# Diffusivity tensor and crystal symmetry: limits and scales for oxygen tracer in β-Ga₂O₃

## Conventions and symmetry form

Fick's first law in a crystal is $J_i=-D_{ij}\,\partial c/\partial x_j$, in Cartesian axes with repeated indices summed. For a tracer in a chemically uniform crystal without magnetic field, $D_{ij}=\lim_{t\to\infty}\langle\Delta x_i\Delta x_j\rangle/2t$, which is symmetric and has no negative eigenvalue. We use cm²/s, eV and K.

Neumann's principle requires $D=RDR^{T}$ for every operation $R$ of the point group. Since $R$ and $-R$ act alike, only the Laue class matters, and each improper operation can be replaced by a rotation.

- A twofold axis along $y$, $R=\mathrm{diag}(-1,1,-1)$, reverses $D_{xy}$ and $D_{yz}$, which must vanish. It leaves $D_{xz}$ free.
- A rotation by $\alpha$ about $z$ multiplies $D_{xz}+iD_{yz}$ by $e^{i\alpha}$ and $D_{xx}-D_{yy}+2iD_{xy}$ by $e^{2i\alpha}$. For a three-, four- or sixfold axis both combinations vanish.

The number of free components is the group average of the character $\chi(\alpha)=2+2\cos\alpha+2\cos2\alpha$ of a symmetric second-rank tensor.

| System | Form | Components |
|---|---|---|
| cubic | $D\,\delta_{ij}$ | 1 |
| hexagonal, tetragonal, trigonal | $\mathrm{diag}(D_a,D_a,D_c)$ | 2 |
| orthorhombic | diagonal in $a,b,c$ | 3 |
| monoclinic | diagonal plus $D_{xz}$ | 4 |
| triclinic | full | 6 |

β-Ga₂O₃ is monoclinic, space group $C2/m$, unique axis $b$. Typical cell parameters are $a\approx12.21$ Å, $c\approx5.80$ Å, $\beta\approx103.8^\circ$. We take $x\parallel a^*$, $y\parallel b$, $z\parallel c$, and measure angles $\psi$ in the $a$–$c$ plane from $x$ toward $z$. Then $a$ lies at $\psi_a=90^\circ-\beta=-13.8^\circ$. The normal of $(h0l)$ is along $G_x=(h/a-l\cos\beta/c)/\sin\beta$, $G_z=l/c$, which gives $\psi=0$ for (100), $76.2^\circ$ for (001) and $126.2^\circ$ for $(\bar201)$. The normal of (100) is $a^*$, not $a$.

## What a depth profile measures

If $c$ depends only on $s=\mathbf n\cdot\mathbf r$, then $\partial_jc=n_j\,\partial_sc$, and conservation gives

$$\partial_tc=D_n\,\partial_s^2c,\qquad D_n=n_iD_{ij}n_j .$$

In a uniaxial crystal $D_n=D_c\cos^2\theta+D_a\sin^2\theta$, with $\theta$ measured from $c$. In the monoclinic case let $D_1\ge D_3$ be the principal values in the $a$–$c$ plane, let $\varphi$ be the angle of the fast axis, and define $\bar D=(D_1+D_3)/2$, $\eta=(D_1-D_3)/(D_1+D_3)$, $u=\psi-\varphi$. With $\theta$ now measured from $b$,

$$D_n=D_b\cos^2\theta+\bar D\,(1+\eta\cos2u)\sin^2\theta,\qquad \tan2\varphi=\frac{2D_{xz}}{D_{xx}-D_{zz}} .$$

The four parameters are $D_b,\bar D,\eta,\varphi$. Symmetry does not fix $\varphi$, so it may drift with temperature. For $\mathbf n$ in the $a$–$c$ plane and $\mathbf t$ the unit vector of increasing $\psi$, the flux also has a component along the surface, $D_{nt}=-\bar D\eta\sin2u$, while $D_{tt}=\bar D(1-\eta\cos2u)$.

## Dimensional analysis

An exchange experiment involves nine dimensional quantities: $s$, $t$, $D_1$, $D_3$, $D_b$, a surface exchange coefficient $k$ (cm/s), a lateral width $w$, a space-charge width $\lambda$ and a hop length $d$. With length and time as dimensions they form seven groups, besides the angles $\theta$ and $u$:

$$\xi=\frac{s}{2\sqrt{D_nt}},\quad \eta,\quad \frac{D_b}{\bar D},\quad H=k\sqrt{\frac{t}{D_n}},\quad \tau=\frac{D_{tt}t}{w^2},\quad \frac{\lambda}{\sqrt{D_nt}},\quad \frac{d}{\sqrt{D_nt}} .$$

When $H\to\infty$ and the last three groups vanish, the normalised profile is $\mathrm{erfc}\,\xi$, and the tensor enters only through $D_n$. Since $b$ is a principal axis, $D_b/\bar D$ acts only through the $\cos^2\theta$ mixing above.

## Anisotropy

**Weak, $\eta\ll1$.** $D_n$ swings by $\pm\eta$ about $\bar D$ and penetration depths by $\pm\eta/2$, with a relative correction $-\tfrac18\eta^2\cos^22u$. The flux is tilted from $\mathbf n$ by $\delta$, where $\tan\delta=D_{nt}/D_n=-\eta\sin2u/(1+\eta\cos2u)$. The tilt is largest at $\cos2u=-\eta$, where $\sin|\delta|=\eta$ exactly. If instead the flux is forced along $\mathbf n$, as in a thin rod with sealed walls, the relevant quantity is

$$D_{\rm rod}=\frac{1}{n_i(D^{-1})_{ij}n_j}=D_n-\frac{D_{nt}^2}{D_{tt}},\qquad \frac{D_n}{D_{\rm rod}}=1+\frac{\eta^2\sin^22u}{1-\eta^2}.$$

Plate and rod therefore differ only at order $\eta^2$.

**Strong, $r=D_1/D_3\gg1$.** At an angle $\epsilon$ from the slow axis, $D_n=D_3[1+(r-1)\sin^2\epsilon]$. The fast axis takes over at $\sin\epsilon^*=(r-1)^{-1/2}$, so $\epsilon^*\approx r^{-1/2}$. For $r=100$ this is $5.8^\circ$, and a miscut of $1.8^\circ$ already raises $D_n$ by 10 %. The same formula holds for tilts between $b$ and an in-plane direction, with $r$ the ratio of the two diffusivities. A plate finds the fast value easily and the slow value only when well aligned. A rod does the reverse, because it averages $1/D$.

## Lateral size: plate to rod

Take a long strip along $\mathbf n$ in the $a$–$c$ plane, of width $w$ along $\mathbf t$ (coordinate $q$), with sealed walls and tracer spread evenly over the section $s=0$. The sheared coordinate $s'=s-(D_{nt}/D_{tt})\,q$ diagonalises the tensor to $\mathrm{diag}(D_{\rm rod},D_{tt})$ and turns the zero-flux wall condition into $\partial_qc=0$ at fixed $s'$. Thus $s'$ diffuses freely and independently of $q$, and $\langle\Delta s^2\rangle=2D_{\rm rod}t+(D_{nt}/D_{tt})^2\langle\Delta q^2\rangle$. The cosine modes of the interval give

$$\frac{\langle\Delta q^2\rangle}{w^2}=f(\tau)=\frac16-\sum_{m\ \rm odd}\frac{16}{\pi^4m^4}e^{-m^2\pi^2\tau},$$

$$D_{\rm eff}\equiv\frac{\langle\Delta s^2\rangle}{2t}=D_{\rm rod}+(D_n-D_{\rm rod})\,g,\qquad g=\frac{f}{2\tau}.$$

For $\tau\ll1$, $g=1-\tfrac{8}{3}\sqrt{\tau/\pi}$ up to exponentially small terms: only a rim of width $\sim\sqrt{D_{tt}t}$ feels the walls. For $\tau\gg1$, $g\to1/12\tau$. The midpoint $g=1/2$ lies at $\tau=0.113$, that is $w=3.0\sqrt{D_{tt}t}$.

## Surface and lattice scales

**Exchange.** With the boundary condition $-D_n\partial_sc=k(c_g-c)$ at $s=0$ and no tracer initially, the surface value is $c(0)/c_g=1-e^{H^2}\mathrm{erfc}\,H$. It tends to $2H/\sqrt\pi-H^2$ for small $H$ (surface-limited) and to $1-1/(H\sqrt\pi)$ for large $H$, and passes one half at $H=0.77$. The coefficient $k$ belongs to a particular face and is not a bulk tensor, so its variation between faces follows no $\cos2u$ law.

**Space charge.** Charged defects carry the tracer, and their concentration can differ within a screening length $\lambda=(\varepsilon_n\varepsilon_0k_BT/e^2N)^{1/2}$ of the surface, for singly charged screening carriers of density $N$. Here $\varepsilon_n=n_i\varepsilon_{ij}n_j$, by the same argument as for $D_n$. Once the layer is in steady state, a local diffusivity $D_{sc}<D_n$ adds roughly $\lambda(1/D_{sc}-1/D_n)$ to $1/k$ as seen by the profile beyond it. For $t\lesssim\lambda^2/D_n$ the profile lies inside the layer and the bulk tensor is not probed.

**Lattice.** For uncorrelated hops $\pm d$ along $\mathbf n$ at rate $\Gamma$ each way, $D_n=\Gamma d^2$, the fourth cumulant is $2\Gamma d^4t$, and the excess kurtosis is $d^2/2D_nt$. This correction comes from a fourth-rank tensor, which can be anisotropic even in cubic crystals. It is of order one for $t\sim d^2/2D_n$.

## Temperature: a two-channel model

To see how $\eta$ and $\varphi$ can move, assume two independent long-range channels in the plane, one along $a$ and one along $c$: $D=A\,\hat a\hat a+C\,\hat c\hat c$. This is an illustration. The crystal has three oxygen sites, and its jump network need not reduce to this form. The trace is $A+C$ and the determinant is $AC\sin^2\beta$. With $y=\ln(A/C)$,

$$\eta^2=\cos^2\beta+\sin^2\beta\,\tanh^2(y/2),\qquad \bar D\eta\,e^{2i\varphi}=\tfrac12\left(Ae^{2i\psi_a}-C\right).$$

- **Small $|y|$.** $\eta$ has a floor $|\cos\beta|=0.239$, set by the cell angle, with leading correction $\eta^2\approx\cos^2\beta+\tfrac14y^2\sin^2\beta$. At $y=0$ the fast axis bisects the acute angle between the $a$ and $c$ lines, $\varphi=128.1^\circ$.
- **Large $y$.** $\eta\approx1-2e^{-y}\sin^2\beta$ and $\varphi\approx\psi_a+\tfrac12e^{-y}\sin2\beta$ (radians, modulo $\pi$). For large negative $y$ the axis locks onto $c$.
- **Crossover.** The two terms of $\eta^2$ are equal at $\tanh(|y|/2)=|\cot\beta|$, or $|y|=0.50$.

Because $a^*\perp c$ and $c^*\perp a$, the cuts give $D_{(100)}=A\sin^2\beta=0.943A$, $D_{(001)}=0.943\,C$ and $D_{(\bar201)}=0.587A+0.651C$.

As illustrative inputs take $A=C=D^*=2.0\times10^{-13}$ cm²/s at $T^*=1673$ K (1400 °C), and Arrhenius laws with $E_A=3.0$ eV and $E_C=3.4$ eV. Then $y=(E_C-E_A)(1/k_BT-1/k_BT^*)$, and the crossover $y=0.50$ falls at $1.42\times10^3$ K.

| $T$ (K) | $y$ | $\eta$ | $\varphi$ (°) | $D_{(100)}$ | $D_{(001)}$ | $D_{(\bar201)}$ | unit (cm²/s) |
|---|---|---|---|---|---|---|---|
| 1073 | 1.55 | 0.675 | 163 | 1.7 | 0.35 | 1.3 | $10^{-18}$ |
| 1473 | 0.38 | 0.299 | 147 | 1.1 | 0.77 | 1.2 | $10^{-14}$ |
| 1673 | 0 | 0.239 | 128 | 1.9 | 1.9 | 2.5 | $10^{-13}$ |
| 1873 | −0.30 | 0.278 | 113 | 1.7 | 2.3 | 2.7 | $10^{-12}$ |

Two lessons reach beyond the model. First, equal values on (100) and (001) do not prove isotropy. They require only $\eta=0$ or $\cos2\varphi=\cos2(76.2^\circ-\varphi)$, which means $\varphi=38.1^\circ$ or $128.1^\circ$. At 1673 K the model has $D_{(\bar201)}/D_{(100)}=1.31$. Second, a sum of Arrhenius terms is not Arrhenius. The apparent activation energy $-\,d\ln D/d(1/k_BT)$ on $(\bar201)$ is the average of $E_A$ and $E_C$ weighted by the two contributions, and it rises from 3.08 eV at 1073 K to 3.24 eV at 1873 K.

## Numbers for a 10 h anneal of a (100) plate at 1673 K

All values are the model's.

- **Depth.** $2\sqrt{D_nt}=1.6$ µm.
- **Flux direction.** $\tan\delta=D_{xz}/D_{xx}=\cot\beta$, so the flux runs along $a$, tilted by $-13.8^\circ$, at any temperature.
- **Width.** $D_n/D_{\rm rod}=1+\cos^2\beta=1.057$ and $D_{tt}=D^*(1+\cos^2\beta)$, so the plate-to-rod midpoint is at $w=2.6$ µm. For $w=5$ mm the strip formula lowers $D_{\rm eff}$ by $1.4\times10^{-5}$ of $D_n$.
- **Space charge.** The static permittivity along $a^*$ is 10.2 (compiled room-temperature value, Gopalan 2020). We carry it to high temperature unchanged, which matters only as $\lambda\propto\sqrt{\varepsilon_n}$. With an illustrative $N=10^{17}$ cm⁻³, $\lambda=29$ nm, $\lambda/\sqrt{D_nt}=0.035$ and $\lambda^2/D_n=43$ s. A tenfold suppression of $D$ in the layer would cap $H$ near 3.2 even for infinite $k$, so $k$ must be fitted along with $D_n$. At 1073 K, $\lambda=23$ nm and $\lambda^2/D_n=36$ days, and an anneal of hours would stay inside the layer.
- **Lattice.** With the (200) spacing $d=\tfrac12a\sin\beta=0.59$ nm, the crossover time is 9 ms and the excess kurtosis is $2.6\times10^{-7}$.

## Getting all four components

A (010) cut gives $D_b$. Three cuts in the plane give the rest through $D_n=D_{xx}\cos^2\psi+D_{xz}\sin2\psi+D_{zz}\sin^2\psi$. Solving for the three common faces, independently of any model,

$$D_{xz}=0.24\,D_{(100)}+0.54\,D_{(001)}-0.79\,D_{(\bar201)} .$$

The unrounded weights sum to zero, as isotropy demands. With an independent 20 % scatter on each value, the model at 1673 K gives an uncertainty of $0.45\times10^{-13}$ cm²/s on $D_{xz}=-0.46\times10^{-13}$ cm²/s. The detection threshold for the off-diagonal component thus lies where the fractional scatter approaches $|D_{xz}|/\bar D$.

The inputs were chosen to mimic behaviour typical of oxygen in β-Ga₂O₃ between about 1200 and 1600 °C, namely an activation energy near 3 eV and weak dependence on the face, so no agreement can be claimed from them. $D^*$ is an order-of-magnitude placeholder, and depths and crossover widths scale as its square root. The values of $\eta$ and $\varphi$ follow from the assumed channels, and the 1073 K row extrapolates far below that temperature range, where another defect may carry the tracer. The symmetry count, the face angles and the weights for $D_{xz}$ rest only on the point group and the cell.